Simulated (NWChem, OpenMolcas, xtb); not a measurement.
**A ladder of methods for SiH2Cl2 (dichlorosilane (DCS))**

The species is SiH2Cl2 (5 atoms), meant as a singlet with charge 0. SMILES: `Cl[SiH2]Cl`. Geometry: relaxed at PBE0-D4/def2-TZVP.

Quantity: the dipole moment, in D. The values are calculated.

**What was measured.** NIST CCCBDB gives the dipole moment of the gas as 1.13 D.

| level | kind | program | value (D) | computed − measured | CPU time |
| --- | --- | --- | --- | --- | --- |
| GFN1-xTB | semi-empirical | xtb | 1.30 | +0.17 | under 2 s |
| HF/6-311+G** | Hartree–Fock | OpenMolcas | 1.81 | +0.68 | 12 s |
| SVWN5/6-311+G** | LDA | NWChem | 1.53 | +0.40 | 9.6 s |
| revPBE/6-311+G** | GGA | OpenMolcas | 1.45 | +0.32 | 29 s |
| M06-L/6-311+G** | meta-GGA | NWChem | 1.46 | +0.33 | 18 s |
| BHLYP/6-311+G** | global hybrid | NWChem | 1.69 | +0.56 | 9.8 s |
| M06-2X/6-311+G** | hybrid meta-GGA | OpenMolcas | 1.73 | +0.60 | 32 s |
| CAM-B3LYP/6-311+G** | range-separated hybrid | NWChem | 1.66 | +0.53 | 36 s |

Nearest: GFN1-xTB (+0.17 D); farthest: HF/6-311+G** (+0.68 D). The measured dipole is a vibrational average, so differences of a few hundredths of a debye mean little. Computed less measured by kind, in D (6-311+G** rows): semi-empirical +0.17; Hartree–Fock +0.68; LDA +0.40; GGA +0.32; meta-GGA +0.33; global hybrid +0.56 to +0.60; range-separated hybrid +0.53. Times are those of the runs behind each value, whatever else they computed, on shared processors of several kinds: orders of magnitude only.

Every level makes dichlorosilane too polar. Among the 6-311+G** rows, the three functionals without exact exchange give 1.45 to 1.53 D, the hybrids lie higher, and Hartree–Fock is highest at 1.81 D, probably because exact exchange without balancing correlation leaves too much charge on chlorine. The molecular moment is a partial cancellation: chlorine draws density from silicon, but hydrogen is also more electronegative than silicon, so the hydridic Si–H bonds oppose the Si–Cl pair. Modest errors in either bond polarity therefore show up clearly in the net dipole.

That even the semi-local functionals overshoot by at least +0.32 D suggests a shared error on top of the functional dependence. A likely source is the single set of d polarization functions on silicon and chlorine, which is lean for polar bonds between third-period atoms. The ordering thus doesn't support ranking the functionals by intrinsic accuracy, and the close GFN1-xTB value for one molecule is no evidence of a better charge distribution. A larger basis could shift all the other rows towards experiment.
